\section*{The Yu--Shiba--Rusinov bound state of a classical spin}

A magnetic atom in an $s$-wave superconductor binds a quasiparticle below the gap edge, and a tunnelling tip sees it as a pair of peaks at opposite bias with unequal heights. The state carries the names of Yu, Shiba and Rusinov, who found it in the 1960s. We derive its energy and its particle and hole weights at the impurity site. At each paragraph marked \emph{Predict}, commit to an answer before reading on.

\subsection*{1. Premises and conventions}

(P1) The host is one isotropic two-dimensional band with energy $\xi$ measured from the Fermi level, $-W<\xi<W$, and constant density of states $\nu_0$ per spin and area (unit $\mathrm{J^{-1}\,m^{-2}}$). (P2) The pair potential $\Delta>0$ is real, $s$-wave, uniform, unchanged by the impurity, and $\Delta\ll W$. (P3) The impurity spin is a fixed classical vector of length $S$. (P4) The impurity acts at one point, $\mathbf r=0$, on the states of this band only, so that $W$ regularises the delta function.

An electron of spin $\sigma=\pm1$ feels the potential $U_\sigma\,\delta(\mathbf r)$ with
\begin{equation}
U_\sigma=K-\sigma JS ,
\end{equation}
where $K$ is the potential scattering and $JS$ the exchange strength, both in $\mathrm{J\,m^2}$. We orient the $z$ axis so that $JS>0$: spin up is by definition the direction that exchange attracts. For antiferromagnetic coupling it is antiparallel to the impurity spin. The dimensionless couplings are
\begin{equation}
\alpha=\pi\nu_0JS>0,\qquad \beta=\pi\nu_0K ,
\end{equation}
and $\beta>0$ means repulsion of electrons.

With the Nambu spinor $\Psi=(\psi_\uparrow,\psi_\downarrow,\psi_\downarrow^\dagger,-\psi_\uparrow^\dagger)^T$, Pauli matrices $\tau_i$ in particle--hole space and $\sigma_i$ in spin space, the mean-field Hamiltonian is, up to a constant, $H=\tfrac12\int d^2r\,\Psi^\dagger\mathcal H\Psi$ with
\begin{equation}
\mathcal H=\xi\,\tau_z+\Delta\,\tau_x+(K\tau_z-JS\sigma_z)\,\delta(\mathbf r).
\end{equation}

\paragraph{Predict.} Why does $K$ come with $\tau_z$ while $JS$ comes with the unit matrix in particle--hole space?

Follow the pair $(\psi_\uparrow,\psi_\downarrow^\dagger)$. The first component has the energy $U_\uparrow=K-JS$ of a spin-up electron. The second removes a spin-down electron and so has the energy $-U_\downarrow=-K-JS$. The term $K$ changes sign between the two and $JS$ does not. Since $\sigma_z$ commutes with $\mathcal H$, the problem splits into two $2\times2$ blocks. The block $\sigma=+1$ acts on $(\psi_\uparrow,\psi_\downarrow^\dagger)$, and its impurity matrix, multiplied by $\pi\nu_0$, is
\begin{equation}
\hat U=\begin{pmatrix}\beta-\alpha&0\\0&-\beta-\alpha\end{pmatrix}.
\end{equation}
The block $\sigma=-1$ follows from $\alpha\to-\alpha$.

\subsection*{2. Green function of the clean host at one point}

Because $\tau_x$ and $\tau_z$ anticommute, $(\xi\tau_z+\Delta\tau_x)^2=\xi^2+\Delta^2$, and therefore
\begin{equation}
\frac{1}{E-\xi\tau_z-\Delta\tau_x}=\frac{E+\xi\tau_z+\Delta\tau_x}{E^2-\xi^2-\Delta^2}.
\end{equation}
The on-site Green function $G_0(E)$ is $\nu_0\int d\xi$ of this matrix. For $|E|<\Delta$ define $\omega=\sqrt{\Delta^2-E^2}>0$, so that the denominator is $-(\xi^2+\omega^2)$.

\paragraph{Predict.} Which of the three terms in the numerator survive the integral, and is the result real?

The $\tau_z$ term is odd in $\xi$ and vanishes for the symmetric band of (P1). The others need
\begin{equation}
\int_{-W}^{W}\frac{d\xi}{\xi^2+\omega^2}=\frac{2}{\omega}\arctan\frac{W}{\omega}=\frac{\pi}{\omega}\left(1-\frac{2\omega}{\pi W}+\dots\right).
\end{equation}
Dropping the correction by (P2),
\begin{equation}
G_0(E)=\pi\nu_0\,g(E),\qquad g=-\frac{E+\Delta\tau_x}{\omega},\qquad g^{-1}=\frac{E-\Delta\tau_x}{\omega}.
\end{equation}
The inverse follows from $(E+\Delta\tau_x)(E-\Delta\tau_x)=-\omega^2$. The function is real because the host has no states in the gap.

\subsection*{3. Dyson equation and the bound-state energy}

For a point potential the Dyson equation $G=G_0+G_0UG$, taken at $\mathbf r=\mathbf r'=0$, involves only on-site quantities and closes exactly:
\begin{equation}
G(E)=\pi\nu_0\,\bigl(g^{-1}-\hat U\bigr)^{-1},\qquad
g^{-1}-\hat U=\begin{pmatrix}E/\omega+\alpha-\beta&-\Delta/\omega\\-\Delta/\omega&E/\omega+\alpha+\beta\end{pmatrix}.
\end{equation}
A bound state is a pole of $G$ inside the gap, that is a zero of the determinant.

\paragraph{Predict.} Expand the determinant. Does a term linear in $\beta$ appear? What follows for $\alpha=0$?

The diagonal product is $(E/\omega+\alpha)^2-\beta^2$, and $(E^2-\Delta^2)/\omega^2=-1$, so
\begin{equation}
d(E)\equiv\det\bigl(g^{-1}-\hat U\bigr)=2\alpha\frac{E}{\omega}-A,\qquad A=1-\alpha^2+\beta^2 .
\end{equation}
Only $\beta^2$ enters, so the energy cannot tell attraction from repulsion. For $\alpha=0$ the determinant is $-(1+\beta^2)$ and never vanishes: a non-magnetic point scatterer binds nothing in an $s$-wave gap. For $\alpha>0$ the function $E/\omega$ rises monotonically from $-\infty$ to $+\infty$ across the gap, so the block has exactly one root $E_0$, with $E_0/\omega_0=A/2\alpha$. Together with $E_0^2+\omega_0^2=\Delta^2$ and $\omega_0>0$ this gives
\begin{equation}
E_0=\Delta\,\frac{1-\alpha^2+\beta^2}{\sqrt{(1-\alpha^2+\beta^2)^2+4\alpha^2}}=\Delta\frac{A}{D},\qquad \omega_0=\Delta\frac{2\alpha}{D},
\end{equation}
with $D=\sqrt{A^2+4\alpha^2}$. The energy $E_0$ is a signed quantity. In the block $\sigma=-1$ the replacement $\alpha\to-\alpha$ puts the root at $-E_0$.

Expanding both sides shows the factorisation
\begin{equation}
D^2=P_+P_-,\qquad P_\pm=1+(\alpha\pm\beta)^2 ,
\end{equation}
each side being $1+2\alpha^2+2\beta^2+(\alpha^2-\beta^2)^2$.

\subsection*{4. Phase-shift form}

In the normal state $g=-i$ for the retarded function. With $x_\sigma=\pi\nu_0U_\sigma=\beta-\sigma\alpha$ the $T$ matrix is $U_\sigma/(1+ix_\sigma)$, and the scattering matrix $1-2\pi i\nu_0T$ equals $(1-ix_\sigma)/(1+ix_\sigma)=e^{2i\delta_\sigma}$. Hence
\begin{equation}
\tan\delta_\pm=\pm\alpha-\beta,\qquad |\delta_\pm|<\pi/2,\qquad \cos^2\delta_\pm=1/P_\mp ,
\end{equation}
where $+$ is spin up. An attractive potential gives a positive phase shift.

\paragraph{Predict.} Write $\cos(\delta_+-\delta_-)$ and $\sin(\delta_+-\delta_-)$ through the two tangents.

Both cosines are positive, so $\cos\delta_+\cos\delta_-=1/D$. The addition theorems give $\cos(\delta_+-\delta_-)=(1+\tan\delta_+\tan\delta_-)/D=A/D$ and $\sin(\delta_+-\delta_-)=(\tan\delta_+-\tan\delta_-)/D=2\alpha/D$. Therefore
\begin{equation}
E_0=\Delta\cos\theta,\qquad\omega_0=\Delta\sin\theta,\qquad\theta=\delta_+-\delta_-,\quad 0<\theta<\pi .
\end{equation}
The energy depends only on the difference of the two normal-state phase shifts at the Fermi level.

\subsection*{5. Particle and hole weights}

Let the normalised bound state have components $(u(\mathbf r),v(\mathbf r))$ and write $u,v$ for their values at the origin. The spectral representation of $G$ contains the term
\begin{equation}
G(E)\simeq\frac{1}{E-E_0}\begin{pmatrix}u^2&uv\\uv&v^2\end{pmatrix},
\end{equation}
so the weights are residues, and no separate normalisation integral is needed. The inverse of a $2\times2$ matrix swaps its diagonal entries:
\begin{equation}
G_{11}=\pi\nu_0\frac{E/\omega+\alpha+\beta}{d(E)},\qquad G_{22}=\pi\nu_0\frac{E/\omega+\alpha-\beta}{d(E)} .
\end{equation}

\paragraph{Predict.} For $\beta>0$, which of $u^2$ and $v^2$ is larger? Ask which spin species meets the weaker total potential.

At the pole the numerators are $(A+2\alpha^2\pm2\alpha\beta)/2\alpha=P_\pm/2\alpha$. The slope of the determinant follows from $d(E/\omega)/dE=1/\omega+E^2/\omega^3=\Delta^2/\omega^3$, so $d'(E_0)=2\alpha\Delta^2/\omega_0^3$. Inserting $\omega_0=2\alpha\Delta/D$,
\begin{equation}
u^2=2\pi\nu_0\Delta\,\frac{\alpha\,[1+(\alpha+\beta)^2]}{D^3},\qquad
v^2=2\pi\nu_0\Delta\,\frac{\alpha\,[1+(\alpha-\beta)^2]}{D^3},
\end{equation}
\begin{equation}
\frac{u^2}{v^2}=\frac{1+(\alpha+\beta)^2}{1+(\alpha-\beta)^2}.
\end{equation}
The off-diagonal residue is $\pi\nu_0(\Delta/\omega_0)/d'(E_0)=2\pi\nu_0\Delta\alpha/D^2$. Its square equals the product of the two diagonal residues because $P_+P_-=D^2$, as a single non-degenerate state requires.

With $P_\pm/D^2=1/P_\mp$ the weights take a more telling form:
\begin{equation}
u^2=\pi\omega_0\,\nu_\uparrow,\qquad v^2=\pi\omega_0\,\nu_\downarrow,\qquad \nu_{\uparrow,\downarrow}=\nu_0\cos^2\delta_\pm .
\end{equation}
Here $\nu_\sigma=-\nu_0\,\mathrm{Im}\,(i-x_\sigma)^{-1}=\nu_0/(1+x_\sigma^2)$ is the normal-state density of states of spin $\sigma$ at the impurity site. For $\beta>0$ spin up meets $|\beta-\alpha|$, smaller than the $\alpha+\beta$ met by spin down. It is depleted less, and $u^2>v^2$.

Away from the site the state is $G_0(\mathbf r,E_0)$ acting on $U(u,v)^T$. The momentum integral contains $J_0(kr)$, which for $kr\gg1$ falls as $(kr)^{-1/2}$ and oscillates. With $k=k_F+\xi/\hbar v_F$ the poles at $\xi=\pm i\omega_0$ give the amplitude an envelope $r^{-1/2}e^{-r/\ell}$ with $\ell=\hbar v_F/(\Delta\sin\theta)$.

\subsection*{6. The zero crossing}

For weak exchange, expansion in $\alpha$ gives $E_0\simeq\Delta[1-2\alpha^2/(1+\beta^2)^2]$, just below the gap edge. Since $A/2\alpha$ falls monotonically with $\alpha$, so does $E_0$, which tends to $-\Delta$ as $\alpha\to\infty$. It vanishes at $A=0$:
\begin{equation}
\alpha_c^2=1+\beta^2,\qquad\theta=\pi/2,\qquad E_0\simeq-\Delta\,(\alpha-\alpha_c),
\end{equation}
where the last form uses $A\simeq-2\alpha_c(\alpha-\alpha_c)$ and $D\simeq2\alpha_c$.

\paragraph{Predict.} An excitation energy cannot be negative. What does $E_0<0$ say about the ground state?

Define $\gamma=\int d^2r\,[u^*(\mathbf r)\psi_\uparrow+v^*(\mathbf r)\psi_\downarrow^\dagger]$. The root $-E_0$ of the other block belongs to $\gamma^\dagger$, so the two roots describe one fermion and contribute
\begin{equation}
\tfrac12E_0\gamma^\dagger\gamma-\tfrac12E_0\gamma\gamma^\dagger=E_0\bigl(\gamma^\dagger\gamma-\tfrac12\bigr).
\end{equation}
The operator $\gamma^\dagger$ adds a spin-up electron or removes a spin-down one, raising $s_z$ by $\hbar/2$ either way. For $\alpha<\alpha_c$ the level is empty. For $\alpha>\alpha_c$ filling it lowers the energy: the ground state changes fermion parity and gains spin $\hbar/2$ along the attracted direction, opposite to the impurity spin for antiferromagnetic coupling. The excitation is then the removal of this quasiparticle at cost $|E_0|$. The two many-body levels cross and do not repel, since $H$ conserves both parity and $s_z$.

\subsection*{7. What the tip records}

The electron density of states is $-\mathrm{Im}\,G_{11}/\pi$ in each block. The block $\sigma=+1$ gives the spin-up part. In the block $\sigma=-1$ the same residue calculation with $\alpha\to-\alpha$ gives $v^2$ at $-E_0$. Inside the gap,
\begin{equation}
\rho_\uparrow(E)=u^2\,\delta(E-E_0),\qquad\rho_\downarrow(E)=v^2\,\delta(E+E_0).
\end{equation}
For a normal tip with flat density of states, weak tunnelling and sample bias $V$ (electrons enter the sample for $V>0$), $dI/dV\propto\int dE\,\rho(E)\,[-f'(E-eV)]$, with $f$ the Fermi function and $e>0$. The kernel has height $1/4k_BT$ and full width $4\ln(1+\sqrt2)\,k_BT=3.53\,k_BT$. At $W\gg|eV|\gg\Delta$ the conductance on the site is proportional to $\nu_\uparrow+\nu_\downarrow$, so the peak heights relative to it are
\begin{equation}
h_u=\frac{\pi\omega_0}{4k_BT}\,\frac{P_+}{P_++P_-},\qquad h_v=\frac{\pi\omega_0}{4k_BT}\,\frac{P_-}{P_++P_-}.
\end{equation}
A tip with spin polarisation $p$ along $z$ multiplies the weight $u^2$ by $1+p$ and $v^2$ by $1-p$.

\paragraph{Predict.} The ratio $u^2/v^2$ is smooth through $\alpha_c$. Is the ratio of the positive-bias peak to the negative-bias peak smooth as well?

It is not. The weight $u^2$ sits at $eV=E_0$, which is positive bias for $\alpha<\alpha_c$ and negative bias beyond. The observed ratio jumps from $u^2/v^2$ to $v^2/u^2$, and the spin of the positive-bias peak reverses. This leaves an ambiguity. Under
\begin{equation}
\alpha'=\frac{1+\beta^2}{\alpha},\qquad\beta'=-\beta ,
\end{equation}
direct substitution gives $A'/2\alpha'=-A/2\alpha$ and $P'_\pm=(1+\beta^2)P_\mp/\alpha^2$. The energy changes sign and the weights swap, so both peak positions and both heights $h$ are unchanged. The two solutions differ in the spin of each peak, and in the on-site normal conductance relative to the clean surface, which changes by the factor $\alpha^2/(1+\beta^2)$.

\subsection*{8. Range of validity}

\emph{Band asymmetry.} A band from $-\mu$ to $\Lambda$ leaves a $\tau_z$ term, $g\to g+\lambda\tau_z$, with
\begin{equation}
\lambda=-\frac1\pi\int_{-\mu}^{\Lambda}\frac{\xi\,d\xi}{\xi^2+\omega^2}\simeq-\frac1\pi\ln\frac{\Lambda}{\mu},
\end{equation}
which is constant across the gap but need not be small. In $T=(\hat U^{-1}-g-\lambda\tau_z)^{-1}$ it is absorbed by $1/\tilde x_\sigma=1/x_\sigma-\lambda$. The poles of $T$, and so $E_0=\Delta\cos\theta$ and the crossing condition, keep their form when $\alpha,\beta$ are defined from $\tilde x_\sigma$. The on-site weights do not. From $\hat UG\hat U\propto T-\hat U$ each amplitude acquires the factor $\tilde x_\sigma/x_\sigma=1+\lambda\tilde x_\sigma$, and
\begin{equation}
\frac{u^2}{v^2}=\frac{P_+}{P_-}\left[\frac{1+\lambda(\beta-\alpha)}{1+\lambda(\beta+\alpha)}\right]^2 .
\end{equation}
The same factors multiply $\nu_\sigma$, so $u^2/v^2=\nu_\uparrow/\nu_\downarrow$ survives. The energy formula is thus far more robust than the explicit weight ratio.

\emph{Spin--orbit coupling.} A Rashba term splits the band into two helicities with projectors $\tfrac12(1\pm\boldsymbol\sigma\cdot\mathbf n_{\mathbf k})$ and $\mathbf n_{-\mathbf k}=-\mathbf n_{\mathbf k}$. With the same $s$-wave $\Delta$ on both, the odd part drops out of the on-site sum, and the results hold with $\nu_0$ the mean of the two densities of states. The spin texture away from the site and any triplet pairing lie outside the model.

\emph{Classical spin, one channel.} Premise (P3) is the limit $S\to\infty$ at fixed $JS$. Spin-flip scattering is of relative order $1/S$, which is not small for a $3d$ atom unless an easy-axis anisotropy well above $\Delta$ freezes the spin. With Kondo screening $\alpha$ is only an effective parameter. Several half-filled $d$ orbitals give several channels, each with its own $\theta$ and its own pair of peaks. Impurities closer than the extent of the state hybridise, so clusters need a multi-site treatment.

\emph{Tunnelling regime.} Section 7 assumes that the level relaxes faster than the tip fills it. Without relaxation, at $E_0>0$ and $eV>E_0$, an electron fills the level at a rate $\Gamma_e\propto u^2$, and only a second electron, entering through the hole component at $\Gamma_h\propto v^2$, empties it. The steady current $2e\Gamma_e\Gamma_h/(\Gamma_e+\Gamma_h)$ is symmetric in $u$ and $v$, and the asymmetry disappears for an unpolarised normal tip.

\emph{Uniform clean host.} Local changes of $\Delta$ are neglected. Disorder turns the tail diffusive once the mean free path is shorter than $\ell$, and it varies the local $\nu_0$, which scales $\alpha$ and $\beta$ together.

\subsection*{9. Numbers for Co under a Pb monolayer on Si(111)}

The substrate supports (P1): the Si gap, a compiled value of 1.12 eV at 300 K (Wing 2021), is $3.7\times10^3$ times the superconducting gap used below, so with the Fermi level inside it the low-energy states stay in the metallic layer. As inputs take a gap typical of such monolayers, $\Delta=0.30$ meV $=4.81\times10^{-23}$ J, a temperature $T=0.30$ K, and illustrative couplings $\alpha=0.60$, $\beta=0.20$, which are assumed and not derived for Co.

\paragraph{Predict.} On which side of the crossing is this impurity, and at which bias is the taller peak?

The critical coupling is $\alpha_c=1.02$, so the level is empty. We find $A=0.68$, $P_+=1.64$, $P_-=1.16$ and $D=1.379$. The phase shifts are $\delta_+=21.8^\circ$ and $\delta_-=-38.7^\circ$, so $\theta=60.5^\circ$ and
\begin{equation}
E_0=0.493\,\Delta=2.37\times10^{-23}\ \mathrm{J}=0.148\ \mathrm{meV},\qquad\omega_0=0.261\ \mathrm{meV},\qquad u^2/v^2=1.41 .
\end{equation}
The model's peaks lie at $\pm148\ \mu$V, the taller one at positive bias with spin up, and the clean decay length is $1.15\,\hbar v_F/\Delta$. With $k_BT=25.85\ \mu$eV the thermal width is $91\ \mu$V and $\pi\omega_0/4k_BT=7.93$, so $h_u=4.6$ and $h_v=3.3$. The continuum hardly adds to these. For $E>\Delta$, $E/\omega\to iy$ with $y=E/\sqrt{E^2-\Delta^2}>1$, and $\rho_\uparrow=\nu_0\,yP_+/(A^2+4\alpha^2y^2)$, with $P_-$ for spin down. For $|A|<2\alpha$ this decreases with $y$ and stays below its normal value, so its share of $h$ is under $f(\Delta-E_0)=0.003$. The partner $\alpha'=1.73$, $\beta'=-0.20$, with filled level, gives the same positions and heights, a spin-down peak at positive bias, and an on-site normal conductance 0.35 times as large.

The neglected terms have very different sizes. A bandwidth of approximately $W=1$ eV gives $2\omega_0/\pi W=1.7\times10^{-4}$. An assumed rise of the local $\nu_0$ by 10 per cent moves $E_0$ to 0.126 meV. An assumed band asymmetry $\Lambda=2\mu$ gives $\lambda=-0.221$, which leaves $E_0$ alone at fixed $\alpha,\beta$ but multiplies the weight ratio by 1.75, to 2.47. That exceeds the asymmetry due to $\beta$ itself, so $\beta$ extracted from peak heights is no more than an effective number.

All these values are the model's. As typical knowledge, subgap peaks in such layers at this temperature are of the order of the normal-state conductance, so $h_u=4.6$ is high by a factor of a few: the tip above a buried atom also collects current from channels that hold no bound state. The mean free path of the monolayer is typically a few nanometres, which makes the real state more compact than the clean $\ell$. Within one channel the relation $E_0=\Delta\cos\theta$ is the part to trust, and a pair of peaks at $\pm148\ \mu$V fixes $\theta$ to $60.5^\circ$ or $119.5^\circ$.